**QED shifts of the 5p3/2 level along the 64-electron sequence**

The table holds the 5p3/2 eigenvalue and its first-order self-energy and vacuum-polarisation shifts for seven ions from Tb+ to Bi19+, from configuration-averaged Dirac–Coulomb Hartree–Fock with a radiative potential. The program tests a Fermi–Segrè model, self-energy $\propto Z^2Z_a^2/\nu^3$ with one constant fitted to W10+ through Bi19+, against bare $Z^4$ scaling and a free power law. The model is within 2.5 % on the fitted rows, misses Er4+ by −3.6 % and Tb+ by +7.2 %, and puts the minimum of QED/$|\varepsilon|$ at W10+ as the table does; $Z^4$ fails, and the two-parameter law $Z^{8.86}$ fits more closely. The ratio of self-energy to vacuum polarisation follows $Z^{-1.26}$ within 0.3 %, against −2 at lowest order. Orbital data for three ions show that, between the 4p3/2 and 5p3/2 orbitals of one ion, both shifts scale with $\langle r^{-3}\rangle$ and that the Breit shift is nine to twelve times the self-energy.

Calculated values. B-spline radial code 1, Dirac-Coulomb Hartree-Fock at the basis-set limit for spherical 64-electron ions from Tb+ to Bi19+, averaged over the nl configuration, with a Fermi nucleus. Self-energy and vacuum polarisation are first-order shifts of the 5p3/2 eigenvalue ε; positive means less bound.

## The fit in Python

```python
# Table: 5p3/2 eigenvalue and first-order self-energy (SE) and vacuum-polarisation (VP) shifts, 64-electron
# ions; B-spline radial code, Dirac-Coulomb Hartree-Fock, nl average, Fermi nucleus.
# Tested: SE = C (alpha^3/pi) Z^2 Za^2/nu^3 hartree (Fermi-Segre normalisation, Za = charge+1,
# |e| = Za^2/2nu^2), against bare Z^4 and a free power law; Z dependence of SE/VP.
T = {
    'ion': ['Tb+', 'Er4+', 'Lu7+', 'W10+', 'Ir13+', 'Hg16+', 'Bi19+'],
    'Z': [65, 68, 71, 74, 77, 80, 83],
    'charge': [1, 4, 7, 10, 13, 16, 19],  # e
    'configuration': ['[Xe] 4f9 6s1', '[Xe] 4f10', '[Kr] 4d10 4f13 5s2 5p3', '[Kr] 4d10 4f14 5s2 5p2', '[Kr] 4d10 4f14 5s2 5p2', '[Kr] 4d10 4f14 5s2 5p2', '[Kr] 4d10 4f14 5s2 5p2'],
    'e': [-35.7675, -76.6163, -129.497, -196.755, -278.12, -370.733, -474.34],  # eV
    'self_energy': [0.00911, 0.0139, 0.0199, 0.0291, 0.042, 0.0584, 0.0789],  # eV
    'vac_pol': [-7.51e-05, -0.000121, -0.000184, -0.000284, -0.000431, -0.000628, -0.000887],  # eV
    'se_over_vp': [-121, -114, -108, -103, -97.6, -93.0, -88.9],
    'qed_share': [253, 179, 152, 146, 150, 156, 164],  # ppm
}
import numpy as np
from scipy.constants import alpha, physical_constants as pc
Ha = pc['Hartree energy in eV'][0]
ion = T['ion']
Z, q, e, se, vp, ra, sh = (np.array(T[k], float) for k in
    ('Z', 'charge', 'e', 'self_energy', 'vac_pol', 'se_over_vp', 'qed_share'))
k = alpha**3/np.pi*Ha
Za = q + 1; nu = Za/np.sqrt(2*abs(e)/Ha)
unit = k*Z**2*Za**2/nu**3; Crow = se/unit
same = Z >= 74   # W10+ to Bi19+: one configuration, 4f14 5s2 5p2
C = np.exp(np.log(Crow[same]).mean())
C4 = np.exp(np.log(se/Z**4)[same].mean())
p, a = np.polyfit(np.log(Z), np.log(se), 1)
r, b = np.polyfit(np.log(Z), np.log(-ra), 1)
m1, m2, m3, m4 = C*unit/se-1, C4*Z**4/se-1, np.exp(a)*Z**p/se-1, np.exp(b)*Z**r/-ra-1
msh = 1e6*C*unit/abs(e)
rnd = 0.5*10**(np.floor(np.log10(se))-2)/se
print(f"Fermi-Segre constant C = {C:.3f}; C and Z^4 fitted on W10+..Bi19+ (same configuration)")
print(f"free power law over all rows: SE ~ Z^{p:.2f}; |SE/VP| ~ Z^{r:.2f} (lowest order: -2)")
print("ion, nu, C of row, SE error % (Fermi-Segre, Z^4, Z^p), SE rounding %, share ppm (table, model SE), SE/VP fit error %")
for i, s in enumerate(ion):
    print(f"{s:6s} {nu[i]:.3f} {Crow[i]:.3f} {100*m1[i]:+6.1f} {100*m2[i]:+7.1f} {100*m3[i]:+5.1f}  {100*rnd[i]:.2f}  {sh[i]:.0f} {msh[i]:.0f}  {100*m4[i]:+.2f}")
for n, m in (('Fermi-Segre', m1), ('Z^4', m2), ('Z^p', m3), ('SE/VP power', m4)):
    w = np.argmax(abs(m))
    print(f"{n}: rms {100*np.sqrt((m**2).mean()):.2f} %, worst {ion[w]} {100*m[w]:+.1f} %")
print(f"first to last row: SE x{se[-1]/se[0]:.2f}, VP x{vp[-1]/vp[0]:.2f}, |e| x{e[-1]/e[0]:.2f}, Z^4 x{(Z[-1]/Z[0])**4:.2f}")
print(f"|VP|/SE from {-100/ra[0]:.2f} % to {-100/ra[-1]:.2f} %; Z alpha from {Z[0]*alpha:.3f} to {Z[-1]*alpha:.3f}; SE/VP rounding up to {50/abs(ra[ra<=-100]).min():.2f} %")
print("step: factor SE, factor |e|, dln(SE)/dlnZ, dln(nu)/dlnZ, dln(share)/dlnZ table and model")
d = lambda x: np.diff(np.log(abs(x)))/np.diff(np.log(Z))
for i in range(len(Z)-1):
    print(f"{ion[i]}->{ion[i+1]}: {se[i+1]/se[i]:.2f} {e[i+1]/e[i]:.2f} {d(se)[i]:.1f} {d(nu)[i]:.2f} {d(sh)[i]:+.2f} {2-d(nu)[i]:+.2f}")
j = int(np.argmin(sh))
print(f"smallest share: table {ion[j]}, model {ion[int(np.argmin(msh))]}; neighbours higher by {100*(sh[j-1]/sh[j]-1):.1f} % and {100*(sh[j+1]/sh[j]-1):.1f} % (rounding {50/sh[j]:.1f} % each)")
print(f"share {ion[0]} / smallest = {sh[0]/sh[j]:.2f}; {ion[-1]} / smallest = {sh[-1]/sh[j]:.2f}")
print(f"{ion[0]} with Za = 3 (6s not screening): Fermi-Segre SE error {100*((1+m1[0])*2/3-1):+.0f} %")
# Further outputs of the same runs: 5p3/2 (r^-3, SE, VP, Breit), 4p3/2 (r^-3, SE, VP), 5p1/2 and 5p3/2 energies (hartree)
X = {'Er4+': (82.01406, .0138546, -.0001211016, .1626382, 594.4099, .10077, -.0008741214, -3.063413, -2.815598),
     'W10+': (155.5244, .02909904, -.0002835301, .3002295, 847.0676, .1590587, -.001536084, -7.696403, -7.230597),
     'Hg16+': (285.0137, .05842829, -.000628001, .5337347, 1218.163, .2507385, -.00266635, -14.5344, -13.62417)}
print("orbital outputs: 5p3/2 over 4p3/2 for r^-3, SE, VP; SE/VP of 4p3/2 and 5p3/2")
for s, x in X.items():
    print(f"{s}: {x[0]/x[4]:.4f} {x[1]/x[5]:.4f} {x[2]/x[6]:.4f}; {x[5]/x[6]:.1f} {x[1]/x[2]:.1f}")
print("F = shift/(3 Z r^-3 alpha^3/pi): F(SE), F(VP)/(Z alpha)^2; r^-3 over Z Za^2/(3 nu^3)")
for s, x in X.items():
    i = ion.index(s); u = 3*k*Z[i]*x[0]
    print(f"{s}: {x[1]/u:.3f} {x[2]/u/(Z[i]*alpha)**2:.4f}; {x[0]/(Z[i]*Za[i]**2/(3*nu[i]**3)):.3f}")
print(f"lowest-order Uehling value of F(VP)/(Z alpha)^2 = -2/105 = {-2/105:.4f}")
print("Breit shift eV, Breit/SE, Breit/|e| ppm, 5p splitting eV")
for s, x in X.items():
    print(f"{s}: {x[3]:.3f} {x[3]/x[1]:.1f} {1e6*x[3]/abs(e[ion.index(s)]):.0f} {(x[8]-x[7])*Ha:.1f}")
# Further outputs, Hg16+: SE and VP of 5s1/2 and 5p1/2 in eV
print(f"Hg16+ SE/VP: 5s {.4355591/-.08250141:.1f}, 5p1/2 {.04884308/-.009796785:.1f}")
assert (se > 0).all() and (vp < 0).all() and (np.diff(se) > 0).all()
assert ion[j] == 'W10+'
assert -2 < r < 0 and (np.diff(ra) > 0).all()
assert p > 4
```

Printed output:

```
Fermi-Segre constant C = 0.322; C and Z^4 fitted on W10+..Bi19+ (same configuration)
free power law over all rows: SE ~ Z^8.86; |SE/VP| ~ Z^-1.26 (lowest order: -2)
ion, nu, C of row, SE error % (Fermi-Segre, Z^4, Z^p), SE rounding %, share ppm (table, model SE), SE/VP fit error %
Tb+    1.234 0.301   +7.2  +152.3  +1.0  0.05  253 273  -0.11
Er4+   2.107 0.334   -3.6   +98.1  -1.2  0.36  179 175  +0.17
Lu7+   2.593 0.320   +0.9   +64.4  +1.1  0.25  152 155  +0.15
W10+   2.893 0.316   +2.0   +32.7  -0.2  0.17  146 151  -0.32
Ir13+  3.097 0.319   +1.1    +7.8  -1.7  0.12  150 153  +0.07
Hg16+  3.257 0.324   -0.5    -9.7  -0.8  0.09  156 157  +0.09
Bi19+  3.387 0.331   -2.5   -22.6  +1.8  0.06  164 162  -0.03
Fermi-Segre: rms 3.33 %, worst Tb+ +7.2 %
Z^4: rms 74.34 %, worst Tb+ +152.3 %
Z^p: rms 1.22 %, worst Bi19+ +1.8 %
SE/VP power: rms 0.16 %, worst W10+ -0.3 %
first to last row: SE x8.66, VP x11.81, |e| x13.26, Z^4 x2.66
|VP|/SE from 0.83 % to 1.12 %; Z alpha from 0.474 to 0.606; SE/VP rounding up to 0.49 %
step: factor SE, factor |e|, dln(SE)/dlnZ, dln(nu)/dlnZ, dln(share)/dlnZ table and model
Tb+->Er4+: 1.53 2.14 9.4 11.87 -7.67 -9.87
Er4+->Lu7+: 1.43 1.69 8.3 4.81 -3.79 -2.81
Lu7+->W10+: 1.46 1.52 9.2 2.64 -0.97 -0.64
W10+->Ir13+: 1.44 1.41 9.2 1.71 +0.68 +0.29
Ir13+->Hg16+: 1.39 1.33 8.6 1.32 +1.03 +0.68
Hg16+->Bi19+: 1.35 1.28 8.2 1.07 +1.36 +0.93
smallest share: table W10+, model W10+; neighbours higher by 4.1 % and 2.7 % (rounding 0.3 % each)
share Tb+ / smallest = 1.73; Bi19+ / smallest = 1.12
Tb+ with Za = 3 (6s not screening): Fermi-Segre SE error -29 %
orbital outputs: 5p3/2 over 4p3/2 for r^-3, SE, VP; SE/VP of 4p3/2 and 5p3/2
Er4+: 0.1380 0.1375 0.1385; -115.3 -114.4
W10+: 0.1836 0.1829 0.1846; -103.5 -102.6
Hg16+: 0.2340 0.2330 0.2355; -94.0 -93.0
F = shift/(3 Z r^-3 alpha^3/pi): F(SE), F(VP)/(Z alpha)^2; r^-3 over Z Za^2/(3 nu^3)
Er4+: 0.246 -0.0087; 1.354
W10+: 0.250 -0.0084; 1.261
Hg16+: 0.254 -0.0080; 1.277
lowest-order Uehling value of F(VP)/(Z alpha)^2 = -2/105 = -0.0190
Breit shift eV, Breit/SE, Breit/|e| ppm, 5p splitting eV
Er4+: 0.163 11.7 2123 6.7
W10+: 0.300 10.3 1526 12.7
Hg16+: 0.534 9.1 1440 24.8
Hg16+ SE/VP: 5s -5.3, 5p1/2 -5.0
```
